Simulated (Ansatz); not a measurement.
# Non-bridging oxygen, Si-O length and Kohn-Sham gap in modified silicate glasses at PBE, RPBE and revPBE level

Adding a modifier oxide to silica brings in oxygen but no new network former, yet every silicon keeps, on average, four oxygen neighbours. Something else in the network has to give way, and we examine whether the Si-O length and the gap change along with it. The matter bears on glass for seals, substrates and insulating layers, because non-bridging oxygen loosens the network and offers sites to mobile cations. We compare quenched cells, relaxed in DFT, along the modifier charge per silicon. The non-bridging share is counted against all oxygen atoms in the cell, and the gap runs from the highest filled to the lowest empty Kohn-Sham level. The comparison is among calculated cells; no measured glass is included.

## How the numbers were made

13 cells of 59 to 155 atoms: silicate glasses. Each cell is one sample melted and quenched with a published classical potential. The atoms, and where the column says so the cell, were then relaxed in DFT, and the structure was counted on the relaxed geometry. Ansatz 0.2.0: Kohn-Sham DFT, PAW potentials, plane waves, k-points Γ alone, no spin polarisation, no spin-orbit coupling, no Hubbard term. Occupations are fixed or smeared by 0.025 to 0.05 eV. Cutoff 420 eV. Neighbours are counted within fixed distances to O: Si 2.0 Å. Modifiers are the alkali, alkaline-earth and Zn cations present, at their formal charges. The same in all rows: mean number of O within 2.0 Å of Si: 4.000.

Notes on method and selection:

- The topology comes mostly from the classical quench, many orders faster than in the laboratory; a relaxation breaks or makes few bonds.
- One cell of this size holds few atoms of each minor kind, so shares move in steps and scatter from sample to sample.
- The gap is read on the run's k-points alone; rows whose frontier levels are partly filled show none.
- Semilocal functionals tend to put gaps under measured ones.
- In disordered cells the gap varies from sample to sample, and tail or defect states can set it.
- The RPBE and revPBE rows use a PAW set generated with PBE; the run remakes the frozen core for its functional but keeps PBE's partial waves, which adds an error of its own under other functionals.
- The rows are a selection of cells: runs that didn't converge, ended by direct minimisation or differ in other settings are left out.
- Runs that did not converge, have known faults or may not be shown are not listed, and runs on Ansatz's PAW sets soft_1 and soft_2 are kept to separate tables.

Columns:

- modifier per former: formal charge of the modifier cations over atoms of Si.
- density (g/cm³): mass density of the cell.
- level: functional; cell where the cell was relaxed too.
- non-bridging share: share of O atoms with fewer than two neighbours among Si (non-bridging or free).
- Si-O length (Å): mean Si-O distance within that cutoff.
- gap (eV): Kohn-Sham gap: lowest empty less highest filled level over the k-points of the run.

Input lines of one member:

```
kpoints:
  mp_grid: { grid: [1, 1, 1] }
hamiltonian:
  xc: rpbe
scf:
  occupations: { method: fermi_dirac, width: 0.05 }
relax:
  f_tol: 0.05
  max_steps: 150
  cell: {}
```

Command (options for logging and memory left out): `ansatz run input.yaml --threads 4 --backend cpu`

## Numbers

| member | modifier per former | density (g/cm³) | level | non-bridging share | Si-O length (Å) | gap (eV) |
| --- | --- | --- | --- | --- | --- | --- |
| glassy 88SiO2-4K2O-4Li2O-4MgO, 71 atoms | 0.286 | 2.351 | RPBE, cell | 0.133 | 1.6443 | 3.405 |
| glassy 81SiO2-7Na2O-7CaO-4ZnO, 78 atoms | 0.455 | 2.624 | RPBE | 0.204 | 1.6485 | 3.275 |
| glassy 80SiO2-20Li2O, 75 atoms | 0.500 | 2.431 | PBE | ? | ? | ? |
| glassy 77SiO2-12Na2O-12MgO, 75 atoms | 0.600 | 2.474 | revPBE | 0.261 | 1.6421 | 4.002 |
| glassy 76SiO2-24MgO, 94 atoms | 0.615 | 2.489 | PBE | 0.267 | 1.6400 | 3.339 |
| glassy 74SiO2-15ZnO-11Na2O, 77 atoms | 0.700 | 2.712 | PBE | 0.277 | 1.6359 | 3.436 |
| glassy 73SiO2-27K2O, 90 atoms | 0.727 | 2.377 | PBE | 0.308 | 1.6451 | 2.818 |
| glassy 67SiO2-33BaO, 131 atoms | 0.970 | 3.585 | RPBE | 0.390 | 1.6464 | 3.871 |
| glassy 67SiO2-13Li2O-10Na2O-10SrO, 113 atoms | 1.000 | 2.569 | PBE, cell | 0.400 | 1.6434 | 3.801 |
| glassy 64SiO2-18MgO-9Li2O-9K2O, 155 atoms | 1.143 | 2.556 | PBE | 0.433 | 1.6389 | 4.003 |
| glassy 59SiO2-41ZnO, 140 atoms | 1.375 | 3.359 | PBE | ? | ? | ? |
| glassy 57SiO2-43MgO, 59 atoms | 1.538 | 2.637 | PBE | 0.556 | 1.6431 | 3.797 |
| glassy 56SiO2-19BaO-25CaO, 82 atoms | 1.556 | 3.199 | revPBE, cell | 0.560 | 1.6548 | 3.988 |

Cells marked ? are withheld until the estimate has been made.

Least-squares fits to the members shown, with x = modifier per former; R² and errors in the fitted variable (y, or ln y where the fit is in ln y):

| y | members | fit | R² | rms residual | leave-one-out rms | the same for the mean of the others |
| --- | --- | --- | --- | --- | --- | --- |
| non-bridging share | 11 | y = 0.05743 + 0.3292 x | 0.99 | 0.010 | 0.013 | 0.14 |
| Si-O length (Å) | 11 | y = 1.6407 + 0.0036596 x | 0.09 | 0.0046 | 0.0061 | 0.0053 (fit no better) |

## What drives the series

The non-bridging share rises from 0.133 at 0.286 modifier charges per silicon to 0.560 at 1.556. The rise flattens: between the first two rows the slope is (0.204 − 0.133) / (0.455 − 0.286) = 0.42, and between the lithium-sodium-strontium glass and the magnesium glass at 1.538 it is (0.556 − 0.400) / (1.538 − 1.000) = 0.29.

Counting bonds explains both facts. With x modifier charges per silicon there are 2 + x/2 oxygen atoms per silicon, sharing four Si-O bonds. If each oxygen has one or two silicon neighbours, x of them must be non-bridging, so the share is 2x / (4 + x). Nine of the eleven shown rows agree within 0.001. The zinc-sodium glass lies 0.021 below the count and the potassium-lithium-magnesium glass at x = 1.143 lies 0.011 below, one oxygen atom in each cell. With silicon fourfold on average, such a shortfall requires free oxygen, bound to modifiers alone: one free oxygen takes the place of two non-bridging ones.

The Si-O length gives no usable rule in x: the leave-one-out error of the line is 0.0061 Å, against 0.0053 Å for the mean of the others. Bonds to non-bridging oxygen are generally shorter, while the bridging bonds of the same silicon lengthen, so the two changes can largely cancel in the mean. The functional may also matter: the RPBE and revPBE rows average about 0.006 Å longer than the PBE rows, though the compositions differ too.

The gap does not fall as the non-bridging share grows, although non-bridging lone pairs should raise the filled edge. The five rows with x from 0.970 upward lie between 3.797 and 4.003 eV, while those below spread from 2.818 to 4.002 eV. Tail states of single samples may hide the effect of composition, and the rows mix functionals. In the potassium glass, which has the lowest gap, and in the lithium-sodium-strontium glass the exchange-correlation potential was rough where the density is thin, which adds some numerical doubt to both gaps.

## An estimate before looking

Plain estimates from the members shown:

- glassy 59SiO2-41ZnO, 140 atoms, fit at x = 1.375: 0.510
- glassy 59SiO2-41ZnO, 140 atoms, straight-line interpolation between glassy 64SiO2-18MgO-9Li2O-9K2O, 155 atoms and glassy 57SiO2-43MgO, 59 atoms: w = (1.375 − 1.143) / (1.538 − 1.143) = 0.587, so 0.433 + 0.587 × (0.556 − 0.433) = 0.505
- glassy 80SiO2-20Li2O, 75 atoms, fit at x = 0.500: 0.222
- glassy 80SiO2-20Li2O, 75 atoms, straight-line interpolation between glassy 81SiO2-7Na2O-7CaO-4ZnO, 78 atoms and glassy 77SiO2-12Na2O-12MgO, 75 atoms: w = (0.500 − 0.455) / (0.600 − 0.455) = 0.310, so 0.204 + 0.310 × (0.261 − 0.204) = 0.222

We start from the bond count rather than the straight line, because it follows the curvature and its rms miss over the eleven shown rows is 0.007, against 0.010 for the fit.

The zinc glass contains 32 SiO₂ and 22 ZnO, hence 86 oxygen atoms, and the count gives 44 / 86 = 0.512. Free oxygen should lower this. Both shortfalls occur in cells with Mg or Zn, small doubly charged cations that can hold an oxygen without silicon. The shown cells contain 32 Mg and 5 Zn and lack two non-bridging atoms in total, so we expect 22 × 2 / 37 = 1.19 missing here, and (44 − 1.19) / 86 = 0.498. Tried on the magnesium glass at x = 1.538, with that cell left out of the rate, the route gives (20 − 10 × 2 / 27) / 36 = 0.535 against 0.556, a miss of less than one atom. Counting scatter and the uncertainty of a rate based on two events give √(1.19 + 1.19² / 2) = 1.38 atoms, or 1.38 / 86 = 0.016. Pooling Zn with Mg is the weakest step, as zinc may form free oxygen more readily.

The lithium glass contains 20 SiO₂ and 5 Li₂O, so the count gives 10 / 45 = 0.222. It has no doubly charged cation, and we apply no shift. The error is the 0.007 rms miss of the count; a single free oxygen would lower the share by 1 / 45 = 0.022.

**Committed estimate, glassy 59SiO2-41ZnO, 140 atoms: non-bridging share = 0.498 ± 0.016.**  
**Committed estimate, glassy 80SiO2-20Li2O, 75 atoms: non-bridging share = 0.222 ± 0.007.**

## The withheld result

| member | modifier per former | density (g/cm³) | level | non-bridging share | Si-O length (Å) | gap (eV) |
| --- | --- | --- | --- | --- | --- | --- |
| glassy 80SiO2-20Li2O, 75 atoms | 0.500 | 2.431 | PBE | 0.222 | 1.6375 | 4.170 |
| glassy 59SiO2-41ZnO, 140 atoms | 1.375 | 3.359 | PBE | 0.500 | 1.6363 | 2.947 |

| member | estimate | non-bridging share | computed | estimate − computed | miss in error bars |
| --- | --- | --- | --- | --- | --- |
| glassy 59SiO2-41ZnO, 140 atoms | committed | 0.498 | 0.500 | −0.002 | 0.1 |
| glassy 59SiO2-41ZnO, 140 atoms | fit | 0.510 | 0.500 | +0.010 |  |
| glassy 59SiO2-41ZnO, 140 atoms | interpolation | 0.505 | 0.500 | +0.005 |  |
| glassy 80SiO2-20Li2O, 75 atoms | committed | 0.222 | 0.222 | 0.000 | 0.0 |
| glassy 80SiO2-20Li2O, 75 atoms | fit | 0.222 | 0.222 | 0.000 |  |
| glassy 80SiO2-20Li2O, 75 atoms | interpolation | 0.222 | 0.222 | 0.000 |  |

Both estimates fall inside their error bars. For the zinc glass, ours misses by 0.002, the interpolation by 0.005 and the fit by 0.010. One oxygen atom in that cell is worth 1 / 86 = 0.012, so all three are right to within one atom and their order means little. For the lithium glass all three give the computed 0.222, which favours none of them.

The bond count passes in both cells. It gives the lithium glass exactly, and the zinc glass has 43 non-bridging or free oxygen atoms where the count without free oxygen gives 44. With silicon fourfold on average, that shortfall requires at least one free oxygen, as we had expected. The rate we used, 1.19 missing atoms for 22 Zn, is only weakly tested by a single event. Our concern that zinc might form free oxygen much more readily than magnesium finds no support in this cell.

Our error bar for the lithium glass was badly framed. The share there moves in steps of 1 / 45 = 0.022, so ± 0.007 allowed either an exact hit or a miss of three error bars.

## Residuals

Least-squares fits to the whole series, with x = modifier per former; R² and errors in the fitted variable (y, or ln y where the fit is in ln y):

| y | members | fit | R² | rms residual | leave-one-out rms | the same for the mean of the others |
| --- | --- | --- | --- | --- | --- | --- |
| non-bridging share | 13 | y = 0.05873 + 0.3269 x | 0.99 | 0.0099 | 0.012 | 0.14 |
| Si-O length (Å) | 13 | y = 1.6407 + 0.0023667 x | 0.03 | 0.0050 | 0.0063 | 0.0055 (fit no better) |

Largest departures from the fit to the whole series:

| member | non-bridging share | fit | computed − fit | in rms residuals |
| --- | --- | --- | --- | --- |
| glassy 88SiO2-4K2O-4Li2O-4MgO, 71 atoms | 0.133 | 0.152 | −0.019 | 1.9 |
| glassy 67SiO2-13Li2O-10Na2O-10SrO, 113 atoms | 0.400 | 0.386 | +0.014 | 1.4 |
| glassy 67SiO2-33BaO, 131 atoms | 0.390 | 0.376 | +0.014 | 1.4 |
| glassy 73SiO2-27K2O, 90 atoms | 0.308 | 0.296 | +0.012 | 1.2 |

The four largest departures come from the shape of the fit. The bond count 2x / (4 + x) bends downward, so a straight line through it runs too high at the low end and too low in the middle. The potassium-lithium-magnesium glass at x = 0.286 lies 0.019 below the line, yet the count gives 2 × 0.286 / (4 + 0.286) = 0.133, as computed. The lithium-sodium-strontium, barium and potassium glasses lie 0.012 to 0.014 above the line and also agree with the count.

Measured against the count, three other glasses stand out, all on the low side: the zinc-sodium glass by 0.021, the zinc glass by 0.012 and the potassium-lithium-magnesium glass at x = 1.143 by 0.011. Each shortfall is one atom and implies free oxygen. It was probably left by the fast classical quench, since relaxation changes few bonds.

In the gap, the zinc glass at 2.947 eV breaks the narrow range we had described for x from 0.970 upward. Empty Zn 4s states may lower its upper edge, but a tail state of this one sample could do the same.

## Rules of thumb and their limits

From 12 to 44 mol% modifier oxide, the non-bridging share follows from composition as long as silicon stays fourfold and free oxygen is rare. For a mole fraction m of modifier oxide, alkali or divalent, the count becomes 2m / (2 − m). For the lithium glass, with m = 0.20, this gives 2 × 0.20 / (2 − 0.20) = 0.222, as computed. The rms miss over the 13 cells is 0.007, and one free oxygen lowers the share by roughly 0.01 to 0.03 in cells of this size.

The Si-O length cannot be estimated from x better than by the mean. Over the whole series the RPBE and revPBE rows average about 0.007 Å longer than the PBE rows. Composition may account for part of this, but functionals are better not mixed when small changes in length matter.

The gap shows no dependable trend with modifier content either. The values spread over 4.170 − 2.818 = 1.352 eV, and since semilocal functionals tend to put gaps under measured ones, none of them should be read as a measured gap.

[Logs are printed without paths, hosts, clocks, repeated set-up lines and the standing remarks that a program may print on its own settings, such as how far it seeks lower states.]
